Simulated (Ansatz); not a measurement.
Level of theory: DFT PBE, scalar-relativistic, plane waves, PAW in Ansatz 0.2.0. Cutoff 420 eV, Γ-centred meshes of about 0.25 Å⁻¹ or finer for metals and 0.3 Å⁻¹ for insulators (2π included), Gaussian smearing. No spin polarisation.

Temperature and zero-point effects are left out.

Two relaxed structures of MgSn6N:

A.

```xyz
8
Lattice="7.0511 0.0000 0.0000 -3.5255 6.1064 0.0000 0.0000 0.0000 4.8090" Properties=species:S:1:pos:R:3 pbc="T T T"
Mg    0.0000    4.0709    2.4045
Sn    4.4188    4.0911    3.6869
Sn    1.2987    1.7812    3.6869
Sn    5.7524    1.7812    1.1221
Sn    2.6323    4.0911    1.1221
Sn    2.1919    0.2341    1.1221
Sn    4.8592    0.2341    3.6869
N     0.0000    0.0000    0.0000
```

B.

```xyz
8
Lattice="3.1435 0.0000 0.0000 0.0000 3.1435 0.0000 0.0000 0.0000 19.4504" Properties=species:S:1:pos:R:3 pbc="T T T"
Mg    0.0000    0.0000    0.0000
Sn    1.5718    1.5718   11.3356
Sn    1.5718    1.5718    8.1148
Sn    1.5718    1.5718    2.3516
Sn    1.5718    1.5718   17.0988
Sn    0.0000    0.0000   14.0813
Sn    0.0000    0.0000    5.3691
N     1.5718    1.5718    0.0000
```

Question: Which is lower in energy, and by how much?

Answer: B is lower, by 0.32 eV/atom. A has space group P312 (No. 149), 25.9 Å³/atom and no gap on its mesh; B has space group P4/mmm (No. 123), 24.0 Å³/atom and no gap. Counting Mg or Sn atoms around N (for each partner element, those within 1.25 times its shortest distance or 1.15 times the sum of covalent radii, where it is the nearest in units of that sum or under 1.3), A and B both have N 6. The denser one is the lower, and pressure would at first widen the difference. Both come from trial cells of a structure search, whose lowest cell (P2/m, 23.8 Å³/atom) lies 37 meV/atom below the lower of the two.

With atoms moved at random, B (by 37 meV/atom) fell into a lower structure. A had no clear such test and can be a saddle point. Some candidate types were left out of the draw beforehand, so a known form may be missing.

The equal coordination number of N hides the main difference between the structures. In A, N sits in a cage of Sn only, at distances long for Sn–N bonds, and Mg has only Sn neighbours. In B, N has Mg around it in a flat sheet and Sn above and below, the latter still at stretched distances. Mg is much more electropositive than Sn, so the strongly ionic Mg–N contacts are probably the main reason B is lower. The remaining Sn in B gathers in a slab with metallic Sn–Sn contacts, whereas A spreads Sn between both N and Mg. Denser packing may contribute, but this comparison cannot separate it from the change in bonding.

The missing gap does not distinguish the two: each cell holds one formula unit with an odd number of valence electrons, so a calculation without spin must give a partly filled band. B's layering into nitride and tin suggests a tendency to segregate, but the energy difference says nothing about stability against separation into tin and magnesium nitride.
